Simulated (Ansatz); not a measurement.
**From the elastic tensor of BN to moduli and sound speeds**

Level of theory: DFT PBE, scalar-relativistic, plane waves, PAW (Ansatz). Cutoff 420 eV, 12×12×4 k-points (Γ-centred), fixed occupations. No spin polarisation.

It takes space group P6_3/mmc (No. 194, hexagonal). Conventional cell: a = 2.512 Å, b = 2.512 Å, c = 8.495 Å, α = 90.00°, β = 90.00°, γ = 120.00°. B (site symmetry -6m2) is surrounded by 3 N at 1.45 Å. Around N (site symmetry -6m2) lie 3 B at 1.45 Å.

The crystal is built of layers and no dispersion correction was added, so the binding between them is poorly described, and with it their spacing and whatever depends on it.

Relaxed-ion constants (GPa, on the Cartesian axes of the calculation):
```
680.8 152.5   0.1   0.0   0.0   0.0
152.5 680.8   0.1   0.0   0.0   0.0
  0.3   0.3   2.3   0.0   0.0   0.0
  0.0   0.0   0.0   0.6   0.0   0.0
  0.0   0.0   0.0   0.0   0.6   0.0
  0.0   0.0   0.0   0.0   0.0 264.2
```

Density 1.775 g/cm³; 4 atoms in 46.43 Å³.

The values that follow are for a polycrystal of randomly turned grains, by Hill's mean where one number stands. In a crystal this anisotropic the Voigt and Reuss bounds lie far apart, so Hill's mean and the sound speeds and Debye temperature from it are rough.

With S = C⁻¹: B_V = (C11+C22+C33+2(C12+C13+C23))/9, G_V = (C11+C22+C33−C12−C13−C23+3(C44+C55+C66))/15, 1/B_R = S11+S22+S33+2(S12+S13+S23), 15/G_R = 4(S11+S22+S33−S12−S13−S23)+3(S44+S55+S66); Hill is their mean. Then v_l = √((B+4G/3)/ρ), v_t = √(G/ρ), v_m = [(2/v_t³+1/v_l³)/3]^(−1/3) and Θ = (ħ/k_B)·v_m·(6π²n/V)^(1/3) for n atoms in the volume V; E = 9BG/(3B+G), ν = (3B−2G)/(2(3B+G)) and A^U = 5G_V/G_R + B_V/B_R − 6.

```json
{"Bulk modulus, Voigt / Reuss / Hill": "185.5 / 2.3 / 93.9 GPa", "Shear modulus, Voigt / Reuss / Hill": "133.8 / 1.3 / 67.6 GPa", "Young's modulus": "163 GPa", "Poisson ratio": "0.210", "Pugh ratio B/G": "1.39", "Universal anisotropy index": "587.65", "Longitudinal and transverse sound speeds": "10181 and 6169 m/s", "Debye temperature from the mean sound speed": "896 K"}
```

Cost: 1 run of about 0.95 core-minutes, on Arm Neoverse V1 (shared hosts).

The tensor describes stiff sheets that are almost mechanically independent: C11 is 680.8 GPa, while C33 is only 2.3 GPa and C44 0.6 GPa. Within a layer, strain works against short, polar sp² σ bonds reinforced by partial π donation from N to B; between layers there is no covalent link to stretch or shear. The strong anisotropy is genuine for hexagonal BN, but its size is exaggerated: the c axis is clearly too long and C33 and C44 fall well below measured values, most likely because the missing dispersion attraction leaves the layers too far apart. The same expansion also lowers the in-plane constants, since each sheet's stiffness is spread over a greater thickness, so a low C11 need not mean weak B–N bonds.

The Reuss bulk modulus coincides with C33 because under uniform stress nearly all the compression is taken up between the layers. The Pugh ratio therefore mixes two unrelated kinds of bonding and supports no verdict on brittleness or ductility.
